**Q:** I know how stiff TaRu is near zero pressure. Can I use Hooke's law to find the tension in a strongly stretched crystal?

Ansatz 0.2.0: scalar-relativistic r2SCAN calculations with PAW and no spin polarisation for cubic TaRu (Pm-3m), with a plane-wave cutoff of 500 eV, a 16×16×16 k mesh and Gaussian smearing of 0.15 eV. Energies are for zero smearing, relative to the elements' standard crystals in the same functional; pressure is positive in compression.

| volume (Å³/atom) | shortest distance (Å) | energy over elements (eV/atom) | pressure (GPa) |
| --- | --- | --- | --- |
| 14.772 | 2.677 | -0.264 | 18.56 |
| 15.468 | 2.719 | -0.311 | 4.13 |
| 16.185 | 2.760 | -0.301 | -7.60 |
| 16.924 | 2.801 | -0.243 | -17.08 |
| 17.686 | 2.843 | -0.142 | -24.64 |
| 20.389 | 2.981 | 0.422 | -39.54 |

**A:** Try it on these rows, where one cubic cell is scaled evenly and a negative pressure means tension. Pressure changes sign between the volumes 15.468 and 16.185 Å³/atom, so draw a straight line through those two rows. At 20.389 Å³/atom the line gives a tension of 76 GPa, while the calculation gives 40 GPa. Hooke's law, which keeps the slope of pressure against volume constant, is wrong there by almost a factor of two.

**Q:** Could I have noticed this without the last row?

**A:** Yes, by taking the stiffness from each pair of neighbouring rows: the drop in pressure divided by the fractional growth in volume. On Hooke's straight line this value would rise with the volume. Over the first five rows it falls at every step, from 313 to 172 GPa. The signs of the misses tell the same story. The line gives too little pressure in the most compressed row and too much tension in the stretched ones, so the computed curve bends, and no better choice of slope would cure that.

**Q:** Why should a crystal soften when it is pulled?

**A:** Hooke's law treats the energy as a parabola, which climbs without limit. A real bond can cost no more than the energy of breaking it, so the energy must level off as the atoms separate. The well is therefore shallow on the stretched side, where orbital overlap fades. On the compressed side it is steep, because the electrons of neighbouring atoms are forced together. Apart from a factor of volume, stiffness is the curvature of this well, and it falls all the way from the steep wall to the shallow one.

The runs carry a trace of the fading overlap. Their electronic entropy term, taken at fixed smearing, grows with every expansion, by a factor of 1.6 in all. This points to more electronic states near the Fermi level, as expected when weaker overlap narrows the bands. It supports the picture but does not prove it.

**Q:** Then I keep Hooke's law and add a quadratic term in volume. Is that enough?

**A:** It is enough inside the range where you fit it. Fitted to the first five rows, the quadratic follows them to within about 0.3 GPa. At 20.389 Å³/atom, however, it gives a tension of only 27 GPa, so it now errs on the low side. The reason is that a quadratic takes the same amount off the steepness of the pressure curve for each added unit of volume and soon has none left: its tension peaks near 19.2 Å³/atom. In the computed rows the softening itself slows down, as expected if each further stretch removes only a share of the overlap that remains.

**Q:** How do I build that into a formula?

**A:** Let X be the bond length divided by its value at zero pressure. A simple well that levels off has the energy −(1 + a)e⁻ᵃ in units of its depth, with a = η(X − 1); η says how quickly the bond fades. Its slope is Hooke's force times a fading factor, and dividing by the area that carries the force gives

P = 3B(1 − X)/X² · exp[−η(X − 1)].

Here P is the pressure and B the bulk modulus at zero pressure. Fitted to the pressures of the first five rows, this curve gives B = 267 GPa, η = 4.85 and zero pressure at 15.70 Å³/atom.

Now take the last row, which was not in the fit. There X = (20.389/15.70)^(1/3) = 1.091. Hooke's force alone, now linear in the bond length and not in the volume, gives 3 × 267 × (1 − 1.091) = −73 GPa. The larger area, 1/1.091², reduces this to −61 GPa, and the fading factor, exp(−4.85 × 0.091) = 0.64, brings it to −39 GPa, within about 1% of the computed value.

The Birch–Murnaghan equation, also with three constants, does nearly as well, as the output below shows. The rows thus favour a stiffness that fades gradually, but they do not single out the exponential.

**Q:** Might the calculated pressure be at fault, and not Hooke's law?

**A:** The energies speak against a numerical fault, though they share any error of the functional. The same curve, fitted to pressures only, gives 0.73 eV/atom for the stretch from 15.468 to 20.389 Å³/atom, which is also the computed energy difference; Hooke's law gives 1.11. Magnetism was switched off, and a magnetic state might lie lower in the stretched cell. That would put the energy even further below Hooke's parabola, though it could spoil the close agreement of the fading-bond curve.

**Q:** What should I do in practice?

**A:** Expanding the formula for small stretches shows that for TaRu the straight line in volume is about 10% off once the volume has changed by 4%, or the bond length by little more than 1%. A material whose bonds fade faster, with a larger η, reaches that limit sooner. Beyond it, use a curve that lets the bonds fade, and test it on a volume well outside the fitted range, because a close fit inside that range did not save the quadratic.

Numerical output:

```
fit of pressure on 5 rows (vol < 18): constant -7.602 +/- 0.19, coefficient of dv -14.96 +/- 0.12, coefficient of dv2 2.453 +/- 0.14; rms 0.173, worst 15.468 0.253, leave-one-out rms 0.721
  rows outside the fit (model, value, miss): 20.389 -27.12, -39.54, 12.4
fit of pressure on 5 rows (vol < 18): coefficient of exp(-s*u)/t**2 -7.601 +/- 0.0035, coefficient of u*exp(-s*u)/t**2 -756 +/- 0.16, s 4.9; rms 0.0049, worst 15.468 0.00886, leave-one-out rms 0.0124
  rows outside the fit (model, value, miss): 20.389 -39.44, -39.54, 0.0984
fit of pressure on 5 rows (vol < 18): coefficient of 1/t**5 -7.601 +/- 0.011, coefficient of f/t**5 369.9 +/- 0.18, coefficient of f*f/t**5 80.08 +/- 4.8; rms 0.0103, worst 16.924 0.0168, leave-one-out rms 0.0421
  rows outside the fit (model, value, miss): 20.389 -39.98, -39.54, -0.443
Pressures in GPa:
     row  stiffness_from_row_above  straight_line  line_less_computed  quadratic  fading_bond   Birch
  14.772                       n/a          15.52              -3.044      18.43        18.55   18.57
  15.468                     313.5           4.13           8.882e-16      4.383        4.139   4.119
  16.185                     258.9           -7.6                   0     -7.602       -7.601  -7.601
  16.924                     212.4         -19.69               -2.61     -17.32       -17.08  -17.06
  17.686                     171.7         -32.16              -7.516     -24.53       -24.64  -24.65
  20.389                     104.9         -76.38              -36.84     -27.12       -39.44  -39.98
straight line over computed tension at 20.389 (ratio): 1.932
volume where the quadratic turns round (Å³/atom): 19.23
volume at zero pressure, fading-bond curve (Å³/atom): 15.7
bulk modulus at zero pressure, fading-bond curve (GPa): 267.4
rise of bulk modulus per unit of pressure, fading-bond curve: 4.234
volume change at which Hooke's law is 10% off (%): 3.821
energy from 15.468 to 20.389, table (eV/atom): 0.733
same, free energy of the runs (eV/atom): 0.7289
same, Hooke's law (eV/atom): 1.11
same, fading-bond curve fitted to pressures only (eV/atom): 0.7284
integrated pressure less free-energy change, 14.772 to 17.686 (meV/atom): 0.0287
electronic entropy term, 20.389 over 14.772 (ratio): 1.594
```
